\section*{Four probes from two: the identity and the price of evaluating it}

A gold wire has four leads. Current $I$ enters at lead $m$ and leaves at $n$, the voltage is read between $k$ and $l$, and $R_{mn,kl}=(V_k-V_l)/I$. In linear response the multi-terminal formula of B\"uttiker (1986) reads $I_i=\sum_j G_{ij}V_j$, with $G_{ij}=-(2e^2/h)T_{ij}$ for $i\ne j$ and vanishing row and column sums. Let $\Gamma$ invert $G$ on vectors of zero sum. Then
\begin{equation}
R_{mn,kl}=(e_k-e_l)^{T}\Gamma\,(e_m-e_n).
\label{def}
\end{equation}
Reciprocity gives $G(-B)=G(B)^T$ (any magnetisation is reversed with $B$), hence $\Gamma(-B)=\Gamma(B)^T$. The field-symmetric part $R^S$ is therefore \eqref{def} with $\Gamma^S=(\Gamma+\Gamma^T)/2$. A two-probe resistance, $R_{ml,ml}=\Gamma_{mm}+\Gamma_{ll}-2\Gamma^S_{ml}$, contains only $\Gamma^S$ and is even in $B$. In the combination below each diagonal element enters once with each sign, and $2(\Gamma^S_{mk}+\Gamma^S_{nl}-\Gamma^S_{ml}-\Gamma^S_{nk})$ remains:
\begin{equation}
2R^S_{mn,kl}=R_{ml,ml}+R_{nk,nk}-R_{mk,mk}-R_{nl,nl}.
\label{pol}
\end{equation}
With $R_{ij}\equiv R_{ij,ij}$ the three pairings give $R_{14}+R_{23}-R_{13}-R_{24}$, $R_{12}+R_{34}-R_{14}-R_{23}$ and $R_{13}+R_{24}-R_{12}-R_{34}$, so
\begin{equation}
R^S_{12,34}+R^S_{13,42}+R^S_{14,23}=0 .
\label{sum}
\end{equation}

\textbf{Question.} \emph{Where did coherence enter, and what about the odd part?}

Coherence did not enter. I used linearity, current conservation, the irrelevance of a common voltage shift and reciprocity, which a classical conductor also obeys. Coherence only fixes the values $T_{ij}$. The odd parts do not cancel: the same expansion with $\Gamma^A=(\Gamma-\Gamma^T)/2$ leaves $2(\Gamma^A_{23}+\Gamma^A_{34}+\Gamma^A_{42})=-2R^A_{23,24}$.

\subsection*{A wire that can be solved}

A wire that is coherent only over part of its length is treated by adding fictitious floating probes, as in the model of D'Amato and Pastawski (1990). Equation \eqref{def} then needs a linear solve of size $N\gg4$, and that is the cost I want to count.

Take $N$ cells $j=0,\dots,N-1$ of length $a$ between reflecting ends, at $B=0$. In each cell a two-channel probe removes the fraction $\epsilon$ of the right-movers and of the left-movers without elastic reflection, and $t=1-\epsilon$ passes. A coherent path of $d$ cells contributes $\epsilon^2t^{d-1}$ to a transmission. Resistances are in units of $h/2e^2M$ for $M$ identical channels. Repeated round trips of the wire interfere with amplitude $t^N$; I average the transmissions over that phase, which adds the windings as probabilities. The ends then act as mirrors, the eigenvectors of $G$ are $\cos q(j+\tfrac12)$ with $q=\pi p/N$ and $p=0,\dots,N-1$, and the geometric sum gives
\begin{equation}
\lambda(q)=2\epsilon^2\sum_{d\ge1}t^{d-1}(1-\cos qd)=\frac{2\epsilon(1+t)(1-\cos q)}{D},\qquad D=\epsilon^2+2t(1-\cos q).
\end{equation}
Inverting,
\begin{equation}
\frac1{\lambda}=\frac{\rho}{2(1-\cos q)}+r_c,\qquad \rho=\frac{\epsilon}{1+t},\qquad r_c=\frac{t}{\epsilon(1+t)} .
\end{equation}
The first term is the inverse spectrum of a chain of resistors $\rho$, the second a resistor $r_c$ in series with each probe. The exact two-probe resistance between distinct cells is $R_{ij}=\rho|i-j|+2r_c$. I set $N=400$ and make the probes in cells $0,150,250,399$ the real leads $1,2,3,4$. In \eqref{pol} the contact terms cancel, $R_{14,23}=100\rho$, $R_{13,42}=-100\rho$ and $R_{12,34}=0$, in accord with \eqref{sum}.

Wire A has $\epsilon=0.2$ and $R_{14,23}=11.11$; wire B has $\epsilon=0.02$ and $R_{14,23}=1.010$. For gold I use these assumed inputs: a free-electron $k_F\approx12$ nm$^{-1}$, a $30\times30$ nm$^2$ section $\mathcal A$, and a backscattering length $a/\rho=50$ nm, chosen to put the model near the typical room-temperature bulk resistivity of about 2.2 $\mu\Omega$\,cm. Then $M=k_F^2\mathcal A/4\pi=1.03\times10^4$, and $h/2e^2=12.906$ k$\Omega$ gives a unit of 1.25 $\Omega$. Wire A is 2.22 $\mu$m long, wire B 202 nm, both with coherence length $a/|\ln t|\approx25$ nm, and the model's resistances are 13.9 $\Omega$ and 1.26 $\Omega$. Surface and grain-boundary scattering typically make a real gold wire of this width roughly twice as resistive, so these values are low. The control parameter is $s=N\epsilon$, about the length over the coherence length: 80 for A and 8 for B.

\textbf{Question.} \emph{How much does the phase average hide?}

At fixed phase all transmissions between different probes are scaled by one common factor, which moves $R$ by up to the fraction $\pm2t^N$ to leading order. That is negligible for A and $6.2\times10^{-4}$ for B. Deviations below that size in B test the algorithm on the averaged model and say nothing finer about one channel at one energy.

\subsection*{The methods}

Work is counted in multiply-adds at leading order, with the transmissions available, and memory in stored numbers. The deviation $\delta$ is relative to the exact $R_{14,23}$.

\emph{Dense factorisation.} Ground lead 4 and factor the remaining matrix as $LL^T$. Eliminating a column with $u$ entries below the pivot updates a triangle of $u^2/2$ numbers, so the work is $\int_0^N u^2du/2=N^3/6$ and the memory $N(N+1)/2$. With $y_m=L^{-1}e_m$ and $y_4=0$,
\begin{equation}
R_{mn,kl}=(y_m-y_n)\cdot(y_k-y_l),\qquad R_{mn,mn}=|y_m-y_n|^2 .
\end{equation}
The leads are four points, two-probe resistances are squared distances, and \eqref{pol} is the polarisation identity for them. If the leads are ordered last, the $y_m$ cost a handful of operations. Only rounding error remains.

\emph{Band truncation.} Drop paths longer than $w$ cells and restore the zero row sums. The pivot column has $w$ entries, except in the last $w$ columns, and $R_{14,23}$ needs two substitutions of at most $Nw$ each:
\begin{equation}
W_{\rm band}=\tfrac12Nw^2-\tfrac13w^3+2Nw,\qquad \text{memory }N(w+1).
\end{equation}
For the deviation, consider a uniform gradient. A cut is crossed by $d$ links of length $d$, each with a drop of $d$ gradient steps, so $1/\rho_w=\epsilon^2\sum_{d\le w}d^2t^{d-1}$. Summing the missing tail,
\begin{equation}
\delta_{\rm band}=\frac{\eta}{1-\eta},\qquad \eta=t^w\Bigl[1+\frac{2\epsilon w+\epsilon^2w^2}{1+t}\Bigr].
\label{band}
\end{equation}
This holds while the dropped links that matter are shorter than the distance from the voltage leads to the current leads, which covers all rows of wire A. For small $\epsilon$, $\eta\to e^{-x}(1+x+x^2/2)$ with $x=\epsilon w$. Work grows as $N x^2/2\epsilon^2$, roughly quadratically in $\ln(1/\delta)$, and the band saves work only if the required $x$ is well below $s$. The eigenvectors survive the truncation, so outside the range of \eqref{band} one sums over modes with the truncated $\lambda$.

\emph{Iteration with direct read-out.} Start from $x_0=0$ and iterate $x_{n+1}=x_n+\omega(b-Gx_n)$ with $b=e_1-e_4$ and $\omega=1/2\epsilon$, the inverse of a probe's total emission, so that each step follows the electrons through one more phase-breaking event. Then $x_n=[1-(1-\omega G)^n]\Gamma b$, and each mode decays with
\begin{equation}
\mu(q)=1-\omega\lambda=\frac{\epsilon(\cos q-t)}{D},\qquad
\delta_n=\frac{1}{100\rho}\sum_{p\ \rm odd}\frac{8}{N}(-1)^{(p-1)/2}\cos^2\!\frac q2\,\sin(50q)\,\frac{\mu^n}{\lambda},
\label{iter}
\end{equation}
where $\delta_n$ is the relative deficit and the weight is the product of the projections of $e_1-e_4$ and $e_2-e_3$ on the normalised mode. Even $p$ drop out because the source is odd under reflection. At large $n$ the mode $p=1$ dominates: $\delta_n\simeq1.24\,(0.99861)^n$ for A and $1.43\,(0.8674)^n$ for B, one $e$-fold per 721 and 7.03 steps. For small $\epsilon$ and $q$, $\mu\simeq\epsilon^2/(\epsilon^2+q^2)$, so $n\simeq\ln(1/\delta)/\ln(1+\pi^2/s^2)$ up to the prefactor. The first step needs no product, and the work is $(n-1)N^2$ with $N^2=1.6\times10^5$. Memory is $N(N+1)/2$ if $G$ is stored, or $5N=2000$ if each entry is rebuilt, at one uncounted addition, from a table of $2N$ path sums beside three vectors.

\emph{Iteration through two-probe resistances.} This is \eqref{pol} used as an algorithm. For a symmetric $G$, a source $b$ and any trial $x$ with error $\Delta=x-\Gamma b$,
\begin{equation}
\Phi(x)=2b^Tx-x^TGx=b^T\Gamma b-\Delta^TG\Delta ,
\end{equation}
a lower bound on the two-probe resistance whose deficit is second order in $\Delta$. With $\Delta=-(1-\omega G)^k\Gamma b$ one finds $\Phi(x_k)=b^T[1-(1-\omega G)^{2k}]\Gamma b$. This is a quadratic form with a symmetric kernel, so \eqref{pol} applies to it exactly and returns the four-probe value with deviation $\delta_{2k}$ from \eqref{iter}. The rate doubles, but four sources need $k$ products each. The route pays $4kN^2$ for what direct read-out delivers at $(2k-1)N^2$, a ratio slightly above two at every accuracy.

\textbf{Question.} \emph{The iterates are linear in the source. Must you run all four?}

No. Linearity lets two runs, with sources $e_1-e_4$ and $e_2-e_3$, supply the same bilinear form for $2k$ products, which ties with direct read-out to within one product. With this iteration the route can be brought level and not ahead.

\subsection*{Numbers}

\begin{center}
\begin{tabular}{llrrr}
wire & method & work ($10^6$) & memory ($10^3$) & $\delta$\\ \hline
A, B & dense & 10.67 & 80.2 & rounding\\
A & band, $w=24$ & 0.130 & 10.0 & $9.93\times10^{-2}$\\
A & band, $w=38$ & 0.301 & 15.6 & $8.70\times10^{-3}$\\
A & band, $w=62$ & 0.739 & 25.2 & $9.83\times10^{-5}$\\
A & band, $w=73$ & 0.995 & 29.6 & $1.14\times10^{-5}$\\
A & band, $w=86$ & 1.34 & 34.8 & $8.54\times10^{-7}$\\
A & direct, $n=3477$ & 556 & 80.2 or 2.0 & $9.99\times10^{-3}$\\
B & band, $w=200$ & 5.49 & 80.4 & $0.31$\\
B & direct, $n=35$ & 5.44 & 80.2 or 2.0 & $9.82\times10^{-3}$\\
B & direct, $n=68$ & 10.72 & 80.2 or 2.0 & $8.97\times10^{-5}$\\
B & two-probe, $k=8$ & 5.12 & 80.2 or 2.0 & $0.147$\\
B & two-probe, $k=18$ & 11.52 & 80.2 or 2.0 & $8.52\times10^{-3}$\\
\end{tabular}
\end{center}
Here band values lie above the exact resistance and iterated values below it. The band row of B comes from the mode sum.

\emph{Cheapest choice for a stated accuracy.} For wire A the smallest widths that reach $10^{-2}$, $10^{-4}$ and $10^{-6}$ are 38, 62 and 86, cheaper than dense factorisation by factors of 35, 14 and 8.0. Direct iteration costs 52 times the dense work already at $10^{-2}$. For wire B at $10^{-2}$ direct iteration with $n=35$ is cheapest, by a factor 1.96 over dense. At $10^{-4}$ the two counts tie within the accuracy of leading-order counting, and dense is preferable because it is exact up to rounding; at $10^{-6}$ it is also the cheaper. The two-probe route exceeds the dense work already at $10^{-2}$.

\emph{Best choice inside a budget.} With $10^6$ operations on A, the band $w=73$ gives $1.14\times10^{-5}$, while iteration affords 6 products against 721 steps per $e$-fold. With $5.5\times10^6$ operations on B, direct iteration gives $9.82\times10^{-3}$, the two-probe route 0.147 and the band 0.31. With memory capped at $10^4$ numbers, the band on A stops at $w=24$ and $9.93\times10^{-2}$. Anything finer then needs the iteration with rebuilt entries, at $5.56\times10^8$ operations for $10^{-2}$.

The general rule follows from the scalings. The band suits $s\gg x(\delta)$, a wire much longer than its coherence length. Iteration beats dense when $n<N/6$, which favours small $s$ and fine cells: for $s\le\pi$ each step about halves the deviation or does better. A fully coherent wire needs no fictitious probes, and \eqref{def} becomes a $3\times3$ inversion after the scattering calculation.

\textbf{Question.} \emph{Your matrix has so much structure that a recursion solves it in order $N$. Is the comparison fair?}

The structure supplies the exact answer, and I let the algorithms ignore it, apart from the low-memory variant. A disordered wire has no such table, and rebuilding an entry means recomputing a Green function. The operation and storage formulas for the stored matrix carry over. The decay constants do not: the model has no elastic backscattering, so one length governs both phase and momentum loss. That is a caricature of phonon-limited gold. It omits weak localisation and the conductance fluctuations of a cold diffusive wire, for which \eqref{pol} and \eqref{sum} still hold sample by sample.

\textbf{Question.} \emph{Can the sum rule serve as a convergence test?}

Not for methods that use one symmetric approximation to $\Gamma$ for all configurations, which includes all four here at fixed $w$, $n$ or $k$. The band row of B satisfies \eqref{sum} exactly while being off by 0.31. The rule detects wrong lead indices, unsymmetrised data and nonlinearity, and it saves work: two iterative runs fix all three symmetric resistances.

\textbf{Question.} \emph{And if the four two-probe values come from separate sources, such as separate runs with their own tolerances?}

Then cancellation sets the price. If each has relative error at most $\sigma$, the result has relative error at most $\kappa\sigma$ with
\begin{equation}
\kappa=\frac{R_{13}+R_{24}+R_{12}+R_{34}}{2|R^S_{14,23}|}.
\end{equation}
For B the four values are 52.02, 52.01, 51.01 and 51.00, dominated by $2r_c=49.49$ from the weakly coupled leads, and $\kappa=102$; for A, $\kappa=4.79$. Guaranteeing one per cent in B requires each input to about one part in $10^4$. For $R_{12,34}$, which vanishes here, only an absolute bound remains, namely $\sigma$ times half the sum of the four inputs.

\textbf{Question.} \emph{What changes in a field?}

$G$ is no longer symmetric. An $LU$ factorisation updates squares instead of triangles, so dense work becomes $N^3/3$ and memory $N^2$. The same factors solve the transposed system, which is the problem at $-B$, so $R^S$ costs one more solve of $N^2$ operations and no second factorisation. An iteration needs a second run for the reversed field or, equivalently, for current and voltage leads exchanged. One must symmetrise $\Gamma$ and not $G$, since the inverse of $G^S$ differs from $\Gamma^S$ at second order in the odd part of $G$.